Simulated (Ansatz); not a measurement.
## Equilibrium of C2H5ClSi + C2H2F4 ⇌ C2H6Si + C2HClF4 at process temperatures

Species: C2H5ClSi `C=C[SiH2]Cl`, singlet; C2H2F4 (norflurane) `FCC(F)(F)F`, singlet; C2H6Si (vinylsilane) `C=C[SiH3]`, singlet; C2HClF4 `FC(Cl)C(F)(F)F`, singlet. The partners trade Cl for H: Si–Cl and C–H bonds give way to Si–H and C–Cl.

The electronic reaction energy at CCSD(T)/CBS estimate is +171.8 kJ/mol. Shapes: PBE0-D4/def2-TZVP. Flexible molecules stand in one conformer, not always the lowest. Programs: Ansatz 0.2.0. Enthalpy and entropy come from rigid-rotor, harmonic-oscillator sums on unscaled PBE0-D4/def2-TZVP wavenumbers, ideal gases at 1 bar; R ln 2 is added for the mirror twin of the chiral shape of C2H5ClSi, C2HClF4. Symmetry numbers: C2H5ClSi 1, C2H2F4 1, C2H6Si 1, C2HClF4 1. R = 8.3145 J/(mol K).

```
T (K)  ΔH (kJ/mol)  ΔS (J/(mol K))
  500       +162.6            -4.8
  700            ?               ?
  900       +164.3            -2.3
```

**Question.** Work out ln K at 500 and 900 K, and from these estimate it at 700 K.

**Answer.** 
1. 500 K: ΔG = +162.6 − 500 × (-4.8)/1000 = +165.0 kJ/mol; ln K = −ΔG/RT = -39.69.
2. 900 K: ΔG = +164.3 − 900 × (-2.3)/1000 = +166.4 kJ/mol; ln K = −ΔG/RT = -22.24.
3. Slope against 1000/T: (-22.24 − (-39.69))/(1.1111 − 2.0000) = -19.63, that is −ΔH/R with ΔH near +163 kJ/mol.
4. 700 K: ln K = -39.69 + (-19.63) × (1.4286 − 2.0000) = -28.47.

The full sums give ΔH = +163.5 kJ/mol, ΔS = -3.3 J/(mol K), ΔG = +165.8 kJ/mol and ln K = -28.49 at 700 K, so the line is off by +0.02 in ln K; without rounding the miss is +0.02, from the change of ΔH with temperature. The reactants are favoured over this whole range. An error of 10 kJ/mol in the energy moves ln K by 1.7 at 700 K. Soft modes are treated as harmonic, which can err either way at these temperatures; the lowest are those of C2H5ClSi (80 cm⁻¹), C2H2F4 (109 cm⁻¹), C2H6Si (143 cm⁻¹), C2HClF4 (73 cm⁻¹). Other conformers aren't counted. The CBS estimate extrapolates MP2 from def2-TZVPP and def2-QZVPP and adds CCSD(T) − MP2 in the triple-zeta set, cores frozen.

The exchange is strongly uphill because it gives up a strong, polar Si–Cl bond and a C–H bond for the weaker pair Si–H and C–Cl. Silicon is much more electropositive than carbon, so chlorine gains more ionic stabilisation on silicon, while hydrogen is held more tightly by carbon. The reaction enthalpy lies below the electronic energy, probably because a stiff C–H oscillator is replaced by a softer Si–H one, which lowers the zero-point energy. With two molecules on each side, translational entropy nearly cancels and heating offers no entropic drive. ΔG hardly moves, and ln K becomes less negative almost entirely because a nearly constant penalty is divided by a larger RT. The direction of equilibrium is therefore secure against any plausible error in the energy, although K itself is less certain. The result covers only Cl/H exchange: Si–F bonds are stronger still, so a real mixture at full equilibrium would probably be governed by fluorine transfer to silicon or by decomposition.
